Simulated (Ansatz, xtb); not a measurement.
## Two isomers of CH4OSi−

Structure a is the doublet with the links of `[O-][CH][SiH3]` and structure b is the doublet with the links of `[CH2][SiH2][O-]`. Both are isolated ions in the gas phase, relaxed with r2SCAN-D4/def2-SVPD; the shapes shown needn't be the lowest conformers.

a (Å):

```csv
atom,x (Å),y (Å),z (Å)
C,-1.2067,-0.2492,-0.0098
O,-1.4731,0.2504,1.1460
Si,-1.2155,-2.0577,-0.3865
H,-0.9472,0.4299,-0.8700
H,-2.5258,-2.8135,-0.1539
H,-0.2663,-2.9444,0.4230
H,-0.8593,-2.3041,-1.8378
```

b (Å):

```yaml
atoms:
  - { symbol: C, position_ang: [-2.0675, -0.8493, -0.0724] }
  - { symbol: O, position_ang: [0.7148, -1.5062, 0.7519] }
  - { symbol: Si, position_ang: [-0.4773, -1.8572, -0.2408] }
  - { symbol: H, position_ang: [-2.9549, -1.0231, -0.7015] }
  - { symbol: H, position_ang: [-2.1941, -0.0378, 0.6574] }
  - { symbol: H, position_ang: [-1.0168, -3.3005, -0.1930] }
  - { symbol: H, position_ang: [-0.1836, -1.7272, -1.7486] }
```

Task: Estimate E(b) − E(a) at the level CCSD(T)/def2-SVPD + ΔMP2/def2-TZVPPD.

Result: Calculated at CCSD(T)/def2-SVPD + ΔMP2/def2-TZVPPD: E(b) − E(a) = −28.4 kcal/mol, so structure b lies lower.

The same difference at several levels:

```csv
level,geometry,E(b) − E(a) (kcal/mol),departure from the last row (kcal/mol),"job, with rough time for the two"
GFN2-xTB,GFN2-xTB,−24.9,+3.6,"optimisation, 0.096 s"
HF/STO-3G,GFN2-xTB,+20.4,+48.9,"single point, 0.16 s"
r2SCAN-D4/def2-SVPD//GFN2-xTB,GFN2-xTB,−18.5,+9.9,"single point, 3.9 s"
r2SCAN-D4/def2-SVPD,r2SCAN-D4/def2-SVPD,−19.9,+8.5,"optimisation, 48 s"
HF/def2-SVPD,r2SCAN-D4/def2-SVPD,−29.0,−0.5,part of the CCSD(T) run
MP2/def2-SVPD,r2SCAN-D4/def2-SVPD,−25.6,+2.8,part of the CCSD(T) run
CCSD(T)/def2-SVPD,r2SCAN-D4/def2-SVPD,−22.7,+5.8,single point
CCSD(T)/def2-SVPD + ΔMP2/def2-TZVPPD,r2SCAN-D4/def2-SVPD,−28.4,,"single point, 30 s"
```

As drawn, b has 1 O–Si, 1 C–H in place of 1 C–O, 1 Si–H.

HF/STO-3G puts the two in the other order. The largest departure from CCSD(T)/def2-SVPD + ΔMP2/def2-TZVPPD is that of HF/STO-3G, 48.9 kcal/mol. The last row adds to CCSD(T) the change of the MP2 difference between the two basis sets, here −5.8 kcal/mol, a large step that makes the value less sure.

With harmonic frequencies from r2SCAN-D4/def2-SVPD (ideal gas, rigid rotor, one conformer each, 298.15 K, 1 atm): on the last row, ΔE + ΔZPE = −27.4, ΔH = −27.2, ΔG = −27.7 kcal/mol.

Open shells are spin-unrestricted. The correlated steps freeze 7 core orbitals. Codes used: Ansatz 0.2.0, xtb 6.7.1; the last row on 2 threads of Arm Neoverse V2 on a shared host.

Isomer b is favoured mainly because oxygen moves from carbon to silicon, giving a strong, polar Si–O bond with the negative charge largely on a silanolate oxygen and the unpaired electron probably on the CH2 carbon. Isomer a is better viewed as the ketyl-type radical anion of formylsilane: its partial C–O π bonding and the extra Si–H bond don't make up for the lost Si–O bond. The reversed order with HF/STO-3G is chiefly a basis-set failure, since Hartree–Fock with def2-SVPD restores the preference for b; a minimal basis lacks both the polarisation functions needed at silicon and the diffuse functions needed for an anion. The closeness of HF/def2-SVPD to the final value is a cancellation: correlation in that basis shifts the balance towards a, while basis enlargement shifts it back towards b. Thermal terms barely alter the preference. The energy difference doesn't show whether either anion is bound against electron loss.
